**Q:** I want to squeeze metallic germanium in its beta-tin form to 16.147 Å³ per atom. You have a calculation for six larger volumes. Can you tell me the pressure and the energy before you look at the seventh?

**A:** Here are the six known cells, with the pressure and energy at the smallest volume left open. The shape of that cell is already given. Energy over elements is measured from germanium's standard crystal, which has the diamond structure. The ratio c/a compares the two different edges of the tetragonal cell.

Beta-tin germanium (I4_1/amd) in Ansatz 0.2.0 with PBEsol, plane waves and PAW, scalar-relativistic and without spin polarization; cell shape and atoms relaxed at each fixed volume. Cutoff 420 eV, 16×16×16 k mesh, Gaussian smearing of 0.1 eV. Energies are taken at zero smearing, relative to germanium's standard crystal; positive pressure means compression.

| volume (relaxed cell) (Å³/atom) | c/a (relaxed cell) | shortest distance (relaxed cell) (Å) | energy over elements (eV/atom) | pressure (GPa) |
| --- | --- | --- | --- | --- |
| 16.147 | 0.5415 | 2.550 | ? | ? |
| 16.698 | 0.5429 | 2.577 | 0.205 | 9.310 |
| 17.248 | 0.5436 | 2.604 | 0.179 | 5.680 |
| 17.799 | 0.5443 | 2.630 | 0.165 | 2.610 |
| 18.900 | 0.5457 | 2.682 | 0.165 | -2.210 |
| 19.451 | 0.5466 | 2.706 | 0.175 | -4.060 |
| 20.184 | 0.5476 | 2.739 | 0.199 | -6.070 |

**Q:** Two of the energies are the same, 0.165 eV per atom. Is there a flat stretch?

**A:** No, those two cells stand on opposite sides of one valley. At 17.799 Å³ the crystal pushes outward and has a positive pressure. At 18.900 Å³ it pulls inward, so its pressure is negative. The bottom lies between them, where push and pull balance.

**Q:** Then I could continue the pressures with a ruler.

**A:** You would get 12.95 GPa, and I think that is too low. The volume steps on the compressed side are nearly equal, yet the pressure steps grow as the cell shrinks. The crystal becomes stiffer while you squeeze it, and a ruler assumes that the stiffening stops at the last known cell.

**Q:** Why should it become stiffer?

**A:** Two large effects oppose each other. Confining electrons in less space raises their kinetic energy, which pushes the crystal apart. Bringing electrons and ions closer strengthens their attraction, which pulls it together. The push grows faster than the pull, so each further bit of compression meets more resistance than the last.

A sketch with nearly free electrons shows how this works. Their kinetic energy varies as $V^{-2/3}$ and the electrostatic attraction as $V^{-1/3}$, where $V$ is the volume per atom. The pressure is minus the slope of the energy with volume, so

$$P=p_0\left[\left(\frac{V_0}{V}\right)^{5/3}-\left(\frac{V_0}{V}\right)^{4/3}\right].$$

Here $V_0$ is the volume at zero pressure and $p_0$ is the size of the two pressures that cancel there. If the volume shrinks by one per cent, the push rises by about 5/3 per cent and the pull by only 4/3 per cent. As the crystal is squeezed, the push also becomes the larger of the two, so the same percentages leave a bigger difference. That is why the next one per cent costs more pressure than the last.

**Q:** Is that sketch good enough for germanium?

**A:** It gets the direction right but stiffens too slowly. The useful measure is the bulk modulus $B=-V\,dP/dV$, the resistance to a small relative change of volume. Differentiating the sketch once more shows that $B$ grows at zero pressure by 5/3 + 4/3 = 3 GPa for each GPa applied. A smooth curve through the six calculated pressures gives about 4.6.

The sketch therefore leaves out something that adds to the stiffening. One part is the Pauli principle near the ions: the outer electrons must stay orthogonal to the filled inner shells, and this costs more as the atoms are pressed together. For evenly spread electrons that cost varies as $V^{-1}$, which can lift the 3 only as far as 10/3. The larger part is therefore expected from the uneven spread of the electrons: in the real crystal they gather where the ions attract them most, and the energy gained in this way also changes with volume. These are arguments from theory, because the table doesn't split the energy into such parts. What the calculated pressures do show is the stiffening itself. On the same curve the bulk modulus rises from about 49 GPa in the most expanded cell to 119 GPa at 16.698 Å³.

**Q:** How do you turn this into a number for my volume?

**A:** I describe compression by $L=\ln(V_r/V)$, with a fixed volume $V_r$ = 18.35 Å³ near the bottom of the valley. Equal steps in $L$ are equal relative changes of volume. I let the energy be a cubic function of $L$: the square term makes the valley, and the cubic term makes its compressed side steeper. Because $PV=dE/dL$, the pressure becomes

$$P=\frac{V_r}{V}\left(c_0+c_1L+c_2L^2\right).$$

The three constants were fitted to the six known pressures. The first is almost zero, $c_1$ is 79.95 GPa and sets the stiffness at the bottom, and $c_2$ is 104.6 GPa and adds to the stiffening that the factor $V_r/V$ already brings.

For your cell $L=\ln(18.35/16.147)=0.128$. The linear term gives 10.2 GPa and the quadratic term 1.7 GPa. Their sum is multiplied by 18.35/16.147, or 1.14, because the same energy slope now acts over a smaller volume. With unrounded constants the result is 13.56 GPa.

**Q:** And the energy?

**A:** It follows from the work of pushing the cell inward. Between 16.698 and 16.147 Å³ the pressure averages about 11.4 GPa, and the volume falls by 0.551 Å³. One GPa·Å³ is about 0.0062 eV, so the work is 0.039 eV per atom. Added to the last known energy of 0.205 eV, this gives 0.244 eV.

This route is sound because energy and pressure belong to the same curve. When the six known energies are plotted against the work obtained from the fitted pressures, the slope is 1.004 ± 0.009. That agreement shows that the calculation is consistent with itself. It doesn't test the explanation of why the crystal stiffens.

**Q:** How far do you trust the two numbers?

**A:** I give the pressure a range of ±0.12 GPa and the energy ±0.002 eV per atom. These are judgements, not statistical limits. The main doubt about the pressure is the formula: the Birch–Murnaghan equation, a common alternative with as many constants, gives 13.66 GPa. It reproduces the known cells less well when each is left out in turn, but your cell lies beyond all of them, where such a test is a weaker guide.

The shape of the cell adds a smaller doubt. The ratio c/a drops by 0.0014 on the way to your volume, twice the drop in the step before. Small differences between the stresses along the two axes remain in the known cells, so part of this change may come from where the relaxation stopped. My forecast is thus 13.44 to 13.68 GPa and 0.242 to 0.246 eV per atom, with both steps larger than the preceding ones.

**Q:** Let us see the calculated values.

The withheld rows as computed:

| volume (relaxed cell) (Å³/atom) | c/a (relaxed cell) | shortest distance (relaxed cell) (Å) | energy over elements (eV/atom) | pressure (GPa) |
| --- | --- | --- | --- | --- |
| 16.147 | 0.5415 | 2.550 | 0.244 | 13.620 |

**A:** Both values fall inside their ranges, and both steps are larger than the ones before. The pressure is 13.62 GPa, so my forecast was too low by 0.06 GPa, or about 0.5% of the calculated value. The energy agrees to the last printed digit. The ruler missed the pressure by 13.62 − 12.95 = 0.67 GPa, which is the price of ignoring one further step of stiffening.

**Q:** Did the better formula win?

**A:** Not here. Birch–Murnaghan came out 0.04 GPa too high, slightly closer than my formula, although it had done worse on the known cells. One extra cell can't settle which form is better. The two formulas bracket the result, and their disagreement was a fair measure of the uncertainty. My miss most likely comes from the missing higher terms in $L$. The slightly irregular shape is unlikely to explain it: while the cell at 16.698 Å³ relaxed its shape, its pressure moved by only about 0.005 GPa. The fits and their misses are printed below the text.

**Q:** What if I had used a single bulk modulus for the whole compression?

**A:** Take the value at zero pressure, about 80 GPa, and multiply it by the relative loss of volume, 0.12. You get 9.6 GPa, about 30% below the calculated pressure. The same shortcut gives too low a pressure in every compressed cell of the table and too strong a tension in every expanded one. For compressions of this size you need the growth of the bulk modulus as well as its starting value.

**Q:** Would ordinary, diamond-type germanium follow the same pattern?

**A:** Its curve would also steepen on compression, for the same reason. Its bottom would lie at a larger volume, because each atom has only four close neighbours in an open network, and at zero energy, because that crystal is the reference here. Beta-tin germanium packs its atoms more tightly and pays for it in energy. Pressure rewards the smaller volume, which is why the beta-tin form appears when germanium is squeezed.

**Q:** So can I read the pressure of that transformation from your table?

**A:** No. You would have to compare $E+PV$ for both crystals at the same pressure, and only one of them is listed. Even then the answer would probably be too low, because functionals like PBEsol tend to place the metallic form too close in energy to the diamond form. The calculation also describes a still lattice whose symmetry was kept, so a smooth curve doesn't prove that the beta-tin form survives at each of these volumes. What you can take from it is the pressure that PBEsol gives for this structure if it is held there.

Printed output of the fit:

```
fit of pressure on 6 rows: coefficient of f -0.00574 +/- 0.0047, coefficient of f*L 79.95 +/- 0.043, coefficient of f*L**2 104.6 +/- 0.85; rms 0.00492, worst 17.248 0.0087, leave-one-out rms 0.0131
  rows outside the fit (model, value, miss): 16.147 13.56, 13.62, -0.062
fit of pressure on 6 rows: coefficient of y**2.5 -0.00288 +/- 0.011, coefficient of y**2.5*t 119.2 +/- 0.15, coefficient of y**2.5*t**2 54.6 +/- 4.4; rms 0.0115, worst 18.9 0.0155, leave-one-out rms 0.0318
  rows outside the fit (model, value, miss): 16.147 13.66, 13.62, 0.0371
fit of energy_over_elements on 6 rows: constant 0.1606 +/- 0.00024, coefficient of work 1.004 +/- 0.0092; rms 0.000285, worst 19.451 0.000482, leave-one-out rms 0.000409
  rows outside the fit (model, value, miss): 16.147 0.2441, 0.244, 0.000138
Volume at zero pressure, model (A^3/atom): 18.35
Bulk modulus at zero pressure, model (GPa): 79.97
Pressure derivative of bulk modulus at zero pressure, model: 4.616
Bulk modulus at 16.698 A^3/atom, model (GPa): 118.9
Bulk modulus at 20.184 A^3/atom, model (GPa): 48.51
Last known pressure step, 17.248 to 16.698 (GPa): 3.63
Forecast pressure step, 16.698 to 16.147 (GPa): 4.248
Straight-line continuation of pressure to 16.147 (GPa): 12.95
Birch-Murnaghan less logarithmic forecast (GPa): 0.09908
Lower end of pressure forecast (GPa): 13.44
Upper end of pressure forecast (GPa): 13.68
Last known energy step, 17.248 to 16.698 (eV/atom): 0.026
Forecast energy step, 16.698 to 16.147 (eV/atom): 0.03914
Lower end of energy forecast (eV/atom): 0.2421
Upper end of energy forecast (eV/atom): 0.2461
Drop of c/a from 16.698 to 16.147: 0.0014
Drop of c/a from 17.248 to 16.698: 0.0007
```
